# How many bands does a gap need? Seven questions on lead selenide

The gap of a semiconductor is the energy needed to take an electron out of the highest filled level and put another into the lowest empty one. In a G0W0 calculation each of these two levels is corrected with the help of the self-energy, which describes exchange and the response of the other electrons to the added or removed charge. Part of this correction is a sum over bands, and a computer has to stop the sum somewhere.

In the table the "sweep value" is the number of bands at which the sum stops, and "gap" is the result in electronvolts. The crystal, its starting states and the screening are the same in every row. Any change down the column therefore comes from the length of this one sum.

G0W0 gap of PbSe (space group Fm-3m, 2-atom cell) against the number of bands in the self-energy sum, from Yambo 5.3.0 on Quantum ESPRESSO PBE states. All rows use PseudoDojo 0.4.1 SR PBE standard potentials, a 707.496 eV wave cutoff, a 4x4x4 k mesh, a plasmon-pole model and a 6 Ry screening block, without spin-orbit coupling or a self-energy terminator.

| sweep value | gap (eV) |
| --- | --- |
| 20 | 0.546 |
| 25 | 0.544 |
| 35 | 0.596 |
| 55 | 0.718 |
| 95 | 0.803 |
| 135 | 0.829 |

## 1. How many of the bands are empty ones?

Lead brings 14 valence electrons to this calculation and selenium 16. Two electrons fill a band, so the 30 electrons of the cell occupy 15 bands. The shortest sum, with 20 bands, thus contains only five empty bands, while the longest contains 120.

This count is the useful way to read the first column. All 15 filled bands are included in every row, and only the empty part of the sum grows. From the first row to the last the total number of bands rises about sevenfold, but the number of empty bands rises 24-fold.

## 2. The first two rows agree within 2 meV. Is the gap converged there?

It is not. Both rows lie about 0.28 eV below the last one, which is a third of the final gap. Someone who had stopped at 25 bands, pleased with the agreement, would have accepted an error more than a hundred times larger than the difference that seemed to justify it.

The reason is that a gap is a difference between two levels. If five more bands lower both levels by nearly the same amount, the gap hardly moves, whether that common shift is small or large. Two neighbouring values that agree show that one small step had little effect on the difference. They do not show that the next hundred bands will have little effect too.

## 3. Why does the gap grow when more empty bands are added?

The answer starts with the form of the sum. In a simplified picture, the response of the electrons is one collective oscillation of energy $\Omega$, and an empty band $m$ contributes to the correction of level $n$ the term

$$
\frac{w_{nm}}{E_n-E_m-\Omega}.
$$

Here $E_n$ and $E_m$ are the energies of the level and of the band, and $w_{nm}$ is a positive weight that measures how strongly the two are coupled. For both edges of the gap the empty band lies at the same height or above, so the denominator is negative. Each added empty band therefore pushes both edges down.

From 25 bands onwards the computed gap rises at every step. If both edges go down and the distance between them grows, the lower edge must be falling faster. This conclusion joins a result of the table, the rising gap, to a result of theory, the downward push.

Why the filled edge should fall faster is less certain. A possible reason lies in where the two orbitals sit. The top of the filled bands is built mainly from selenium p orbitals with a share of lead 6s, the bottom of the empty ones mainly from lead 6p orbitals, which are more spread out. The rapidly oscillating states high up in energy describe how electrons avoid each other at short distances. This matters most for an orbital that lies where the other electrons are dense, so the filled edge may gain more from a longer sum. The table holds only the gap and cannot test this.

## 4. Where does an added band count most?

Dividing each change of the gap by the number of bands added gives a fair comparison between unequal steps. Between 35 and 55 bands, each extra band raises the gap by about 6 meV on average. Between 55 and 95 bands the gain is about 2 meV, and in the last step it is below 1 meV. The earliest steps are smaller than the peak too: about 5 meV per band between 25 and 35 bands, and almost nothing between 20 and 25, where the two edges move nearly together. What needs explaining here is the decline after 55 bands.

Two effects weaken the high bands. Their energy $E_m$ is large, which makes the denominator large and the term small. Their wavefunctions also oscillate over short distances, and the Coulomb interaction couples such short waves only weakly to the levels at the gap.

The number of bands works in the opposite direction. High in energy the bands lie ever more densely, so the sum receives many small terms in place of a few large ones. Since all these terms push a given level the same way, they do not cancel within its correction. This is why the sum closes slowly, although no single high band matters much.

## 5. How quickly should the rest of the sum die away?

A simple model treats the high bands as free electrons with wavenumber $q$. The Coulomb interaction between waves falls as $1/q^2$ and enters the correlation term twice, which gives $1/q^4$. The energy denominator grows as $q^2$, so each state contributes an amount proportional to $1/q^6$.

The number of states in a thin shell at wavenumber $q$ grows as $q^2$. Adding up all shells beyond the last included wavenumber $q_{\max}$ leaves a remainder proportional to $1/q_{\max}^3$. The number of bands $N$ up to that point is itself proportional to $q_{\max}^3$, so the missing part of each level should fall as one over the number of bands. With truly free electrons it would be the same for both edges and cancel in the gap. In a crystal the two edges differ in how strongly they feel the high bands, and a difference of the same form remains:

$$
E_\text{gap}(N)\approx E_\infty-\frac{C}{N}.
$$

The rows with 55 and 95 bands, 85 meV apart, fix the two constants $E_\infty$ and $C$. The row with 135 bands was not used and can serve as a test. The model predicts for the last step

$$
85\ \text{meV}\times\frac{1/95-1/135}{1/55-1/95}\approx 35\ \text{meV}.
$$

The calculation gives 26 meV. The model gives the right order of magnitude, but its step is too large by roughly a third. Much of this misfit depends on what is counted: with the empty bands alone in place of $N$, the same formula gives 28 meV. The two counts lead to the same law for very long sums, but not yet at these lengths, so the test cannot show that the sum closes faster than one over $N$.

A somewhat faster end would still be expected from theory for these settings. The derivation lets the interaction reach ever shorter waves as bands are added. In the calculation the screening is described only down to a fixed wavelength, set by the 6 Ry screening block, and bands that could respond only at shorter waves find little left to couple to. Whether this plays a part in the rows above could be seen by repeating the series with a larger block.

## 6. Are 95 bands enough for an accuracy of 50 meV?

They are enough if accuracy means closeness to the last row. The gap with 95 bands lies 26 meV below the one with 135, well inside the bound. For a bound of 10 meV only the last row itself qualifies, and it does so automatically, because its distance from itself is zero.

What a user wants to know is the distance from an endless sum. The model of the previous question gives a rough scale for it. Applied now to the last two rows, it leaves beyond 135 bands

$$
26\ \text{meV}\times\frac{1/135}{1/95-1/135}\approx 60\ \text{meV}.
$$

Since the same model overestimated the last step, this figure is probably too high, and it should not be added to the gap as a correction. It does suggest that the remainder may be tens of millielectronvolts. Anything above 24 meV would be enough for the row with 95 bands to miss the 50 meV bound, although it passes when measured against the end of the table.

The general point holds for any convergence series that takes its tightest setting as the reference. Such a series measures how far the cheaper settings are from the most expensive one. The error of the most expensive one has to be judged from the way the steps shrink.

## 7. Would 135 bands do as well in a cell twice as large?

They would not, even if the larger cell described exactly the same crystal. A doubled cell holds twice as many electrons and has 30 filled bands. Its empty bands are also twice as numerous in every energy interval. To reach the same height in energy, the sum needs 270 bands.

What controls the convergence is thus the energy up to which the empty states are included, and the band count is only a label for it. This matters whenever a setting is carried over from a small test cell to a larger one with a defect or a surface. Copying the number 135 would shorten the sum in the sense that counts, and the gap would slide back towards the upper rows of the table. The number to copy is the energy of the highest band. In a cell filled with the same crystal, the number of bands per atom does the same job. A surface cell also holds vacuum, which adds empty bands of its own, so there the count per atom has to be larger.

## Which digits of 0.829 eV can be trusted?

The third decimal is good for comparing rows, because everything except the length of the sum is identical in them. As a statement about the endless sum at these settings, the gap may be too low by some tens of millielectronvolts, so the second decimal is already in doubt.

As a statement about real lead selenide, even the first decimal fails. The calculation leaves out spin-orbit coupling, which is strong in an atom as heavy as lead. It splits the lead 6p levels, lowers the bottom of the empty bands and is expected to narrow the gap enough to change the first decimal. By how much, these rows cannot tell. In tin, which stands above lead in the periodic table, the splitting of the p levels is weaker, since the effect grows steeply with nuclear charge.

A second error comes from the inner shells. The d electrons of both elements are treated as valence electrons, while the s and p electrons of the same shells are frozen into the core. These shells occupy the same region of space and exchange strongly with one another, and separating them is a known source of error in GW gaps. More bands in the sum cure neither this error nor the lack of spin-orbit coupling. They also leave untouched the dependence of a G0W0 gap on its starting states, here those of PBE, and any error from the 4x4x4 k mesh, which is the same in every row and so cannot be seen in the table.

For the sum itself, the table suggests a practical rule. One small step is not enough: between the first two rows the number of empty bands doubles, and the gap still moves by only 2 meV. Increase the number of empty bands by a large factor, and accept the result only when several steps in a row have shrunk to well below the accuracy required. Then enlarge the screening block and repeat the last step, because a sum that looks closed with a small block may open again with a larger one.
